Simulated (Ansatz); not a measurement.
# Work function of Ta(111) from LDA, PBEsol, PBE, RPBE and r2SCAN: shifts from functional, datasets, relaxation and spin-orbit coupling

We have to decide where computing time should go when Ta(111) is modelled as an emitter or contact surface: into a better functional, harder pseudopotentials, spin-orbit coupling or relaxed atoms. The work function sets the barrier for emission and enters the band line-up at a contact, so an error of a few tenths of an eV matters to both. We calculate it for a bare slab as the vacuum level less the Fermi level, and we measure each change against the PBE row with default PAW datasets and atoms at bulk places. The shifts therefore show how sensitive the result is to each choice; they do not show how near any level comes to experiment.

## Systems and settings

Ansatz 0.2.0, plane-wave Kohn-Sham DFT, default PAW datasets unless a row names others, at cutoffs of 420 to 500 eV (JTH datasets 1290 eV, norm-conserving files 789 to 1000 eV). A symmetric 1×1 slab of 11 layers of bcc Ta(111) at the tabulated measured lattice constant, 18 Å of vacuum, dipole correction. Mesh 10×10×1, Fermi-Dirac smearing of 0.1 eV, spin-paired. Atoms stay at bulk places except in the relaxed row, where all layers move until forces are under 0.01 eV/Å. Scalar-relativistic except in the spin-orbit row. Times are CPU time on one shared host (Arm Neoverse N1), 4 threads.

Notes on method and selection:

- Slabs of this thickness leave size errors that can reach a tenth of an eV.
- All rows share the measured lattice constant, which is no functional's own.
- The default PAW files are generated under PBE; for other functionals their frozen cores are regenerated in the run.
- Times on a shared host are rough.
- Open faces such as bcc (111) relax strongly, so their unrelaxed values are a weak test against measured ones.
- The stored label of the relaxed runs says 'outer layers relaxed', but their inputs hold no constraint and the inner spacings move too.
- For magnetic slabs, a level is left blank or unlisted where its shift from PBE strays over 0.17 eV from the median shift of all faces, or its moment differs by over 0.45 μB an atom, as a sign of another magnetic state.
- Runs in which the search for lower states was switched off are not listed.
- Work functions and vacuum levels are read from the electrostatic potential (Hartree and local ionic parts), which a warning of a rough exchange-correlation potential in thin density does not concern.
- Error sizes named in these notes are rules of thumb and were not measured on these runs.
- The default PAW datasets of this version of Ansatz are the set soft_2.
- Runs that did not converge, have known faults or may not be shown are not listed, and runs on Ansatz's PAW sets soft_1 and soft_2 are kept to separate tables.

Columns:

- cutoff (eV): plane-wave cutoff.
- Φ (eV): work function: vacuum level outside the slab less the Fermi level.
- ΔΦ to PBE (eV): work function less that of the PBE row with default PAW datasets.
- CPU time (core-s): CPU time of the run.

Input lines of one member:

```
kpoints:
  mp_grid: { grid: [10, 10, 1] }
hamiltonian:
  xc: pbe
scf:
  occupations: { method: fermi_dirac, width: 0.1 }
  convergence: { dr2_threshold: 1.0e-09 }
efield:
  axis: 3
  dipole_correction: true
  ramp_position: 0.97
  ramp_width: 0.06
output:
  write_potential: true
  write_density: true
```

Command (options for logging and memory left out): `ansatz run input.yaml --threads 4 --backend cpu`

## Numbers

| member | cutoff (eV) | Φ (eV) | ΔΦ to PBE (eV) | CPU time (core-s) | remark |
| --- | --- | --- | --- | --- | --- |
| PBE, JTH PAW datasets | 1290 | 3.502 | 0.0023 | 1500 | the log warns of a vacuum level below the Fermi level; in the final potential it lies 3.5 eV above |
| LDA, norm-conserving files of PseudoDojo origin | 789 | 3.772 | 0.2719 | 850 | the log warns of a vacuum level below the Fermi level; in the final potential it lies well above |
| PBEsol, default PAW | 420 | 3.575 | 0.0746 | 210 |  |
| r2SCAN, default PAW | 500 | 3.457 | −0.0433 | 470 |  |
| PBE, fully relativistic PAW with spin-orbit coupling | 420 | 3.522 | 0.0217 | 3400 | the log warns of a vacuum level below the Fermi level; in the final potential it lies 3.5 eV above |
| RPBE, default PAW | 420 | ? | ? | 210 |  |
| PBE, default norm-conserving files | 1000 | 3.491 | −0.0091 | 1800 | the log warns of a vacuum level below the Fermi level; in the final potential it lies 3.5 eV above |
| PBE, default PAW | 420 | 3.500 | 0.0000 | 220 |  |
| PBE, layers relaxed | 420 | 3.821 | 0.3214 | 840 |  |
| LDA, default PAW | 420 | 3.774 | 0.2743 | 210 |  |

Cells marked ? are withheld until the estimate has been made.

## The trend and its physics

Relaxation makes the largest change. It raises the work function from 3.500 to 3.821 eV, for 840 / 220 = 3.8 times the CPU time. The likely cause is electrostatic: on an open face the outermost ions move inward, which leaves more of the electron tail outside the positive charge. This strengthens the surface dipole and raises the vacuum level relative to the Fermi level. The layer spacings that would confirm this are not shown in the table.

The functional comes next. With default PAW datasets and unrelaxed atoms, LDA lies 0.274 eV above PBE, PBEsol 0.075 eV above it and r2SCAN 0.043 eV below it. LDA has no gradient correction and PBEsol a weaker one than PBE, so the work function falls as the correction grows along these three. Gradient terms act both on the surface dipole and on the Fermi level inside the metal, and either may carry the shift. LDA and PBEsol cost the same as PBE within the timing noise, while r2SCAN, run at a higher cutoff, takes about twice as long.

The datasets matter little. The three scalar-relativistic PBE sets span 3.502 − 3.491 = 0.011 eV, and the two LDA sets differ by 0.002 eV. The norm-conserving PBE run nevertheless takes 1800 / 220 = 8.2 times the CPU time of the default one, owing to its high cutoff and its larger number of valence electrons.

Spin-orbit coupling adds 0.022 eV for 3400 / 220 = 15 times the CPU time. That row also changes the dataset, so part of this small shift may not come from the coupling itself.

For Ta(111), time is thus better spent on relaxing the slab than on spin-orbit coupling or harder datasets. Slab-size errors of up to a tenth of an eV may remain in each absolute value, though they should largely cancel between unrelaxed rows.

## Blind estimate

Plain estimates from the members shown:

- RPBE, default PAW, mean of the 9 members shown: 3.602 eV, standard deviation 0.14

The mean of the members shown, 3.602 eV, is raised by the relaxed row and the two LDA rows. We start instead from PBE at 3.500 eV, since RPBE changes only the exchange enhancement factor.

With reduced gradient $s$ and $\kappa \approx 0.80$, this factor is $F = 1 + \kappa - \kappa/(1 + \mu s^2/\kappa)$ for PBE ($\mu \approx 0.22$) and PBEsol ($\mu \approx 0.12$), and $F = 1 + \kappa(1 - e^{-\mu s^2/\kappa})$ for RPBE ($\mu \approx 0.22$). We take $s = 2$ as typical of the surface tail, where $F - 1$ comes to about 0.42 for PBE, 0.30 for PBEsol and 0.53 for RPBE. PBEsol thus lies 0.12 below PBE and RPBE 0.11 above it.

LDA, with $F = 1$, serves as a trial. Scaling the PBEsol shift gives 0.42 / 0.12 × 0.0746 = 0.26 eV, against 0.274 eV in the table. This supports the choice of $s$, although the scaling ignores the changes in correlation.

For RPBE the shift is −0.11 / 0.12 × 0.0746 = −0.07 eV, and the estimate is 3.500 − 0.07 = 3.43 eV.

The error bar follows from the choice of $s$. At $s = 1.5$ and $2.5$ the ratio of the RPBE to the PBEsol change is about 0.6 and 1.3 in size, which gives shifts of about −0.05 and −0.10 eV. Half of that spread is roughly 0.03 eV, which we take as one standard deviation.

**Committed estimate, RPBE, default PAW: Φ = 3.43 ± 0.03 eV.**

## Outcome

| member | cutoff (eV) | Φ (eV) | ΔΦ to PBE (eV) | CPU time (core-s) |
| --- | --- | --- | --- | --- |
| RPBE, default PAW | 420 | 3.354 | −0.1459 | 210 |

| member | estimate | Φ (eV) | computed | estimate − computed | miss in error bars |
| --- | --- | --- | --- | --- | --- |
| RPBE, default PAW | committed | 3.430 | 3.354 | +0.076 | 2.5 |
| RPBE, default PAW | mean | 3.602 | 3.354 | +0.248 |  |

The estimate of 3.43 eV lies 0.076 eV above the computed 3.354 eV, which is 2.5 error bars and so clearly outside. It still did better than the plain mean, which misses by 0.248 eV.

The sign held: stronger exchange enhancement than in PBE lowers the work function. The size failed, since the computed shift from PBE is −0.146 eV and we expected −0.07 eV. The RPBE shift is 0.1459 / 0.0746 = 1.96 times the PBEsol shift in size, whereas our enhancement factors give a ratio of at most about 1.7 at any $s$. The fault therefore lies in scaling by $F$ alone and not just in the choice of $s$, and our error bar, which varied only $s$, was too narrow.

A possible reason is that PBEsol also weakens the gradient correction to correlation, which works against the one to exchange. Its shift would then understate the effect of exchange alone. The trial on LDA could not expose this, because LDA drops both corrections together.

## Members off the line

The relaxed slab lies farthest from PBE with atoms at bulk places, at +0.321 eV. Large forces act on the unrelaxed slab, and the outer layer of an open bcc face is known to move inward. The row thus stands apart because of its structure, while the stronger surface dipole remains the likely but unproven link to the work function.

The two LDA rows follow at +0.274 and +0.272 eV. Their close agreement across different datasets points to the missing gradient corrections and speaks against a pseudopotential error.

RPBE is the lowest row, at −0.146 eV. It shares its cutoff, mesh and atomic positions with PBE and has the same correlation, which leaves the stronger exchange enhancement as the likeliest cause. With this row included, the functionals span 3.774 − 3.354 = 0.420 eV on the unrelaxed slab. That is more than relaxation changes within PBE, so the choice of functional weighs more than the first comparison suggested.

## Cost

The four default PAW runs with LDA, PBEsol, PBE and RPBE take 210 + 210 + 220 + 210 = 850 core-s together, about as much as the one relaxed run at 840 core-s. For that price they reveal the full 0.420 eV spread between functionals.

The JTH, norm-conserving and spin-orbit runs with PBE take 1500 + 1800 + 3400 = 6700 core-s, and none of them moves the work function by more than 0.022 eV. They are useful as occasional checks on the default datasets, but a routine study of this face gains more from a relaxed slab and a second functional.

## Conclusions and limits

For unrelaxed Ta(111), the work function falls in the order LDA, PBEsol, PBE, RPBE. Enhancement factors gave the direction for a new functional, but the one blind estimate missed by nearly 0.08 eV, so a run of about 210 core-s is the better choice.

For an emitter, a change $\Delta\Phi$ multiplies the calculated thermionic current by $e^{-\Delta\Phi/k_\mathrm{B}T}$ if the prefactor is held fixed. At 2000 K, $k_\mathrm{B}T$ is 0.172 eV. The relaxation shift gives 0.3214 / 0.172 = 1.87 and lowers the current by a factor of about 6.5, while the spin-orbit row lowers it by only about 12 %.

All rows describe a clean surface. Adsorbates such as caesium can lower the work function strongly, so the state of a real surface may matter as much as the choices of level made here.

[Logs are printed without paths, hosts, clocks, repeated set-up lines and the standing remarks that a program may print on its own settings, such as how far it seeks lower states.]
